Mean-field Coulomb blockade of phase order in a Josephson array with offset charge

1. Model and premises

Each island of a granular superconductor or a patterned junction array is superconducting on its own. The array carries a supercurrent only if the island phases φ_i lock together. Josephson coupling favours locking. Charging energy opposes it, because a sharp phase needs a superposition of charge states. The premises are:

(a) Each island has a gap Δ, and only states with all electrons paired are kept. The integer n_i counts excess Cooper pairs of charge −2e.
(b) Each island has capacitance C to a gate plane at voltage V_g, and the junction capacitance C_J is neglected.
(c) Each island has z neighbours, coupled through identical tunnel junctions of normal-state resistance R_T well above R_Q = h/4e² = 6.45 kΩ.
(d) The offset charge is the same on all islands.

The electrostatic energy (C V_g − 2e n)²/2C equals 4Ec(n − n_g)², with Ec = e²/2C the single-electron charging energy and n_g = C V_g/2e the offset in units of pairs. Then

H = Σ_i 4Ec (n_i − n_g)² − EJ Σ_<ij> cos(φ_i − φ_j), (1)

with each bond counted once. Here n = −i ∂/∂φ, so exp(±iφ) changes n by ±1, and cos φ has matrix element 1/2 between n and n ± 1 and no other. The spectrum is periodic in n_g with period 1 and even in n_g, so 0 ≤ n_g ≤ 1/2 suffices. Half a Cooper pair, n_g = 1/2, is where n = 0 and n = 1 are degenerate. Define δ = 1/2 − n_g.

2. The Josephson energy

Let t be the tunnelling matrix element and N the single-spin density of states per unit energy of each electrode. The golden rule with two spin directions gives I = 2e(2π/ħ)t²N² eV, so 1/R_T = 4πe²t²N²/ħ.

In the superconducting state at T = 0, second-order perturbation theory in t has intermediate states with one quasiparticle on each side, energies E = √(ξ² + Δ²) and E′. Such a state is reached by moving an electron either way. The amplitudes are t u v′ and t v u′, with BCS factors u, v and relative phase φ = φ_i − φ_j, so the squared amplitude contains 2t² u v u′ v′ cos φ. With u v = Δ/2E and two spin configurations the phase-dependent energy is −EJ cos φ, where

EJ = t²N² ∬ dξ dξ′ Δ²/[E E′(E + E′)].

Put ξ = Δ sinh a and ξ′ = Δ sinh b. The integral becomes Δ∬ da db/(cosh a + cosh b). With p = (a + b)/2 and q = (a − b)/2 the denominator is 2 cosh p cosh q and the Jacobian is 2, which leaves Δ(∫dp/cosh p)² = π²Δ. Eliminating t²N² gives the Ambegaokar-Baratoff result

EJ = πħΔ/(4e²R_T) = (R_Q/R_T) Δ/2. (2)

3. Mean-field decoupling

Write exp(iφ_i) = ψ + η_i, with ψ = ⟨exp(iφ)⟩ chosen real. Dropping the product η_i η_j* of fluctuations on different islands gives cos(φ_i − φ_j) ≈ ψ cos φ_i + ψ cos φ_j − ψ². This is the only approximation made on (1). Each island has z bonds, each shared by two islands, so the problem reduces to one rotor:

H₁ = 4Ec(n − n_g)² − λ cos φ, λ = zEJψ,
f(ψ) = zEJψ²/2 + F₁(λ),

where F₁ is the free energy of H₁. Since ∂F₁/∂λ = −⟨cos φ⟩, the condition df/dψ = 0 is ψ = ⟨cos φ⟩. For small λ, F₁ = F₁(0) − χλ²/2, which defines the rotor susceptibility χ. Then f − F₁(0) = (zEJψ²/2)(1 − zEJχ), and the state ψ = 0 loses stability when

zEJ χ(T, n_g) = 1. (3)

4. Single-rotor susceptibility

The unperturbed levels are E_n = 4Ec x_n², x_n = n − n_g, with spacings E_(n±1) − E_n = 4Ec(1 ± 2x_n). There is no first-order shift. The second-order shift is −(λ²/4) Σ_± 1/(E_(n±1) − E_n). To order λ² the free-energy shift is the thermal average of the level shifts. With w_n = exp(−E_n/kBT), Z = Σ w_n and 1/(1 + 2x) + 1/(1 − 2x) = 2/(1 − 4x²),

χ = (1/4Ec) (1/Z) Σ_n w_n/(1 − 4x_n²). (4)

Collecting the two terms that belong to each pair of adjacent levels gives the equivalent form

χ = (1/2Z) Σ_n (w_n − w_(n+1))/(E_(n+1) − E_n). (5)

Every term of (5) is positive. For a degenerate pair the ratio tends to w_n/kBT, so (5) remains valid at n_g = 1/2, where two terms of (4) diverge and cancel.

5. Zero temperature

For n_g < 1/2 only n = 0 survives in (4), so χ = 1/[4Ec(1 − 4n_g²)], and phase order requires

zEJ > 4Ec(1 − 4n_g²), that is R_T < zR_QΔ/[8Ec(1 − 4n_g²)]. (6)

Without offset this is zEJ > 4Ec. Near half a pair, 1 − 4n_g² = 4δ(1 − δ), so the threshold 16Ec δ(1 − δ) falls linearly to zero. With g = zEJ/4Ec < 1 the blockade is lifted for n_g > n_c = ½√(1 − g).

The onset is continuous. In units of 4Ec the levels n = 1, −1, 2, −2 lie at A = 1 − 2n_g, B = 1 + 2n_g, 4 − 4n_g and 4 + 4n_g above n = 0. With κ = λ/8Ec the fourth-order ground-state shift is

κ⁴[(1/A + 1/B)(1/A² + 1/B²) − 1/(A²(4 − 4n_g)) − 1/(B²(4 + 4n_g))].

It is positive, because A < 4 − 4n_g and B < 4 + 4n_g make 1/A³ and 1/B³ alone outweigh the negative terms. A positive ψ⁴ term means ψ grows from zero as the square root of the distance from (6).

6. Finite temperature near half a pair

Two levels. For kBT ≪ 8Ec and δ ≪ 1 keep n = 0 and 1, split by ε = 4Ec(1 − 2n_g) = 8Ec δ. Equation (5) gives χ = tanh(ε/2kBT)/2ε, so

tanh(ε/2kBTc) = 2ε/zEJ. (7)

At ε = 0 this is kBTc = zEJ/4. In the ordered state the 2×2 matrix has splitting W = √(ε² + λ²), and self-consistency reads 1 = zEJ tanh(W/2kBT)/2W. The right side falls steadily with W, so the solution leaves W = ε continuously. At T = 0, W = zEJ/2 and ψ² = 1/4 − (ε/zEJ)².

Four levels. The levels n = −1 and 2 carry negligible thermal weight but contribute as virtual states. With w = w₁/w₀ = exp(−ε/kBT), the pairs (−1,0), (0,1) and (1,2) in (5) give

4Ec χ = [1/(1 + 2n_g) + (1 − w)/(1 − 2n_g) + w/(3 − 2n_g)]/[2(1 + w)].

Condition (3) is linear in w:

w = [1/(1 − 2n_g) + 1/(1 + 2n_g) − 2/g]/[1/(1 − 2n_g) − 1/(3 − 2n_g) + 2/g],
kBTc = ε/ln(1/w). (8)

The numerator vanishes exactly on the boundary (6). At n_g = 1/2 the bracket gives 4Ec χ = Ec/kBT + 1/4, so

kBTc = (zEJ/4)/(1 − zEJ/16Ec). (9)

The terms omitted from (8) and (9) are of relative order exp(−8Ec/kBT) near degeneracy.

7. High-temperature limit

With β = 1/kBT, (w_n − w_(n+1))/(E_(n+1) − E_n) = ∫₀^β dτ exp[−βE_n − τ(E_(n+1) − E_n)]. The exponent is −4Ec[β(x_n + τ/β)² + τ(1 − τ/β)]. For kBT ≫ Ec the sum over n becomes an integral over x. By Poisson summation the corrections, which carry all dependence on n_g, are of order exp(−π²kBT/4Ec). The shifted Gaussian integrates to Z, so

χ = ½ ∫₀^β dτ exp[−4Ec τ(1 − τ/β)] = (β/2)(1 − (2/3)βEc + …),

using ∫₀^β τ(1 − τ/β) dτ = β²/6. Then (3) gives

kBTc = zEJ/2 − (2/3)Ec + …, for zEJ ≫ Ec. (10)

The classical limit zEJ/2 is twice the two-level value zEJ/4. A classical rotor has ⟨cos²φ⟩ = 1/2, whereas cos φ restricted to two charge states has square 1/4.

8. Range of validity

Fluctuations. Dropping η_i η_j* is controlled for large z and overestimates order otherwise. In two dimensions the finite-temperature transition is of Berezinskii-Kosterlitz-Thouless type, with kBT = (π/2)J_s, J_s being the phase stiffness at the transition. A twist θ per bond costs EJψ²(1 − cos θ), so on a square lattice mean field gives J_s = EJψ², which is EJ/4 at δ = 0 and T = 0 in the two-level limit. This sets a rough ceiling πEJ/8, below the mean-field value EJ by a factor of about 2.5. Mean-field Tc is then the scale at which local phase correlation sets in. The T = 0 boundary near degeneracy fares better. In the two-level model one pair added to the empty array hops with amplitude EJ/2, its band bottom lies at ε − zEJ/2, and the blockade ends at zEJ = 2ε, which is the T = 0 limit of (7). At n_g = 0 no such argument holds, and fluctuations push the threshold above 4Ec.

Parity. An island with one unpaired electron has n = 1/2. Its energy lies Δ + 4Ec δ² − 4Ec n_g² = Δ − Ec(1 − 4δ) above n = 0. Premise (a) therefore needs Δ > Ec near half a pair, and a small equilibrium weight N_eff exp{−[Δ − Ec(1 − 4δ)]/kBT}. Here N_eff = 2N₀Ω√(2πΔkBT) counts the quasiparticle states near the gap edge, for single-spin density of states N₀ per volume and island volume Ω.

Charging correction to EJ. When a pair moves between islands with n = 1 and n = 0, the intermediate state with both at n = 1/2 has a charging energy lower by 2Ec. The denominator E + E′ becomes E + E′ − 2Ec. Since ∬ da db/(cosh a + cosh b)² = 2, EJ rises by the fraction 4Ec/π²Δ to first order.

Junction capacitance. With C now the total island capacitance, inverting the capacitance matrix to first order in C_J/C gives a neighbour repulsion V(n_i − n_g)(n_j − n_g), V = 8Ec C_J/C. In mean field it shifts ε by zV⟨n − n_g⟩. At δ = 0 on a square lattice it produces checkerboard charge order at kBT = zV/4, which pre-empts zEJ/4 when V > EJ. Arrays with C_J ≫ C to ground, the usual case without a close gate plane, are outside the model.

Disorder and gap. Random offsets from trapped charge violate (d). Islands near degeneracy then form coherent clusters in a blockaded background, which a uniform ψ cannot describe. Equation (2) also assumes Tc of the array far below the transition temperature of the island metal. Otherwise EJ decreases with temperature, and (3) must be solved with that dependence.

9. Numerical illustration

Take a square array, z = 4, of aluminium islands with a typical thin-film gap Δ ≈ 200 µeV, R_T = 80 kΩ and C = 4.0 fF. An island of 1 µm² on 20 nm of alumina (relative permittivity approximately 9) has 4.0 fF. With kB = 86.2 µeV/K:

Ec = 20.0 µeV, 4Ec = 80.1 µeV, gate period 2e/C = 80.1 µV,
EJ = 8.07 µeV, zEJ = 32.3 µeV, g = 0.403.

At n_g = 0, g < 1 and the array is blockaded at T = 0. Order would need R_T < 32.2 kΩ. The gate lifts the blockade at n_c = 0.386, so the ordered window runs from 0.386 to 0.614, a fraction 0.23 of each period.

At n_g = 0.45 (V_g = 36.0 µV), ε = 8.01 µeV, the threshold (6) is 15.2 µeV and the limiting resistance is 170 kΩ. Equation (8) gives w = 0.384 and kBTc = 8.36 µeV.

n_g | threshold (µeV) | Tc from (7) (mK) | Tc from (8) or (9) (mK)
0.40 | 28.8 | 33 | 67
0.45 | 15.2 | 85 | 97
0.50 | 0 | 94 | 104

The last column equals the root of (3) with the full sum (5) to the digits shown. The two-level formula is low by a factor of two at n_g = 0.40, because that point lies close to its T = 0 boundary. The classical value zEJ/2kB = 187 mK does not apply, since kBT < Ec here. All these temperatures are far below the aluminium transition at approximately 1.2 K.

The neglected terms at n_g = 0.45 have these sizes. The charging correction raises EJ by 4 %. The odd-parity state lies 184 µeV up. With an approximate N₀ ≈ 1.7×10¹⁰ eV⁻¹µm⁻³ and a 30 nm film (Ω = 0.03 µm³), N_eff = 1.0×10⁵ and the equilibrium weight is 3×10⁻⁵. Non-equilibrium quasiparticles can exceed this. A junction capacitance C_J ≈ 0.1 fF, typical of very small junctions, gives V = 4.0 µeV = 0.50 EJ. That is below the checkerboard condition but not small. At Tc, ⟨n⟩ = w/(1 + w) = 0.277 and ⟨n − n_g⟩ = −0.173, so ε shifts by −2.8 µeV out of 8.01 µeV, which moves Tc from 97 mK part of the way towards 104 mK. In the T = 0 blockaded state ⟨n⟩ = 0, the effective offset is n_g(1 + zC_J/C) = 1.10 n_g, and n_c drops to about 0.35. The largest miss is that of mean field itself: at n_g = 1/2 the ceiling πEJ/8kB is 37 mK against the two-level 94 mK, so a real two-dimensional aluminium array reaches zero resistance below the tabulated temperatures by a large factor, not by tens of per cent.